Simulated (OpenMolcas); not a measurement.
How methods differ on B2 (SMILES B#B)

B2 has 2 atoms, charge 0, and is taken as a triplet. SMILES: `B#B`. Geometry: relaxed at GFN2-xTB.

```xyz
2

B     0.0000    0.0000    0.0000
B     0.0000    0.0000    1.4051
```

Quantity: the energy change with the B1–B2 bond stretched from 1.405 to 2.459 Å, in eV. The values are calculated.

| level | kind | program | value (eV) | less FCI/pcseg-0 |
| --- | --- | --- | --- | --- |
| ROHF/pcseg-0 | Hartree–Fock | OpenMolcas | -0.46 | -1.08 |
| USVWN5/pcseg-0 | LDA | OpenMolcas | 0.81 | +0.19 |
| UPBE/pcseg-0 | GGA | OpenMolcas | 0.54 | -0.08 |
| U-r2SCAN/pcseg-0 | meta-GGA | OpenMolcas | 0.40 | -0.22 |
| UM06-2X/pcseg-0 | hybrid meta-GGA | OpenMolcas | 0.25 | -0.37 |
| UPBE0/pcseg-0 | global hybrid | OpenMolcas | 0.39 | -0.23 |
| MRCI(4,4)/pcseg-0 | multireference | OpenMolcas | 0.71 | +0.09 |
| ROCCSD(T)/pcseg-0 | coupled cluster or CI | OpenMolcas | 0.65 | +0.03 |
| FCI/3-21G | exact in the basis | OpenMolcas | 0.64 | +0.02 |
| FCI/pcseg-0 | exact in the basis | OpenMolcas | 0.62 | 0.00 |

FCI/pcseg-0 is exact within its basis and frozen core, so for wave-function methods in that basis the difference is their error; functionals converge differently with the basis, so for them it is only a difference. The first shape isn't each level's own minimum. The values span -0.46 to 0.81 eV. All rows use very small basis sets, so even the best lies far from the true value.

Hartree–Fock gets even the sign wrong, placing the stretched molecule below the short one, whereas full CI makes stretching cost energy. If both points belong to the same triplet state, correlation stabilises the short geometry more than the stretched one. The likely source is the near-degeneracy of boron 2s and 2p: excitations from the filled antibonding σu orbital into the empty bonding σg orbital strengthen a bond that otherwise rests largely on two singly occupied π orbitals. ROCCSD(T) and MRCI(4,4) both recover most of this effect.

Among the functionals, LDA gives the largest cost, in line with its usual overbinding. Adding exact exchange to PBE lowers the value from 0.54 to 0.39 eV, but r2SCAN reaches 0.40 eV without any, so exact exchange isn't the only factor.

The starting bond is markedly shorter than the known bond of ground-state B2, probably a failing of the tight-binding geometry. Stretching therefore first relieves compression, and the small energy change shouldn't be read as a weak bond.
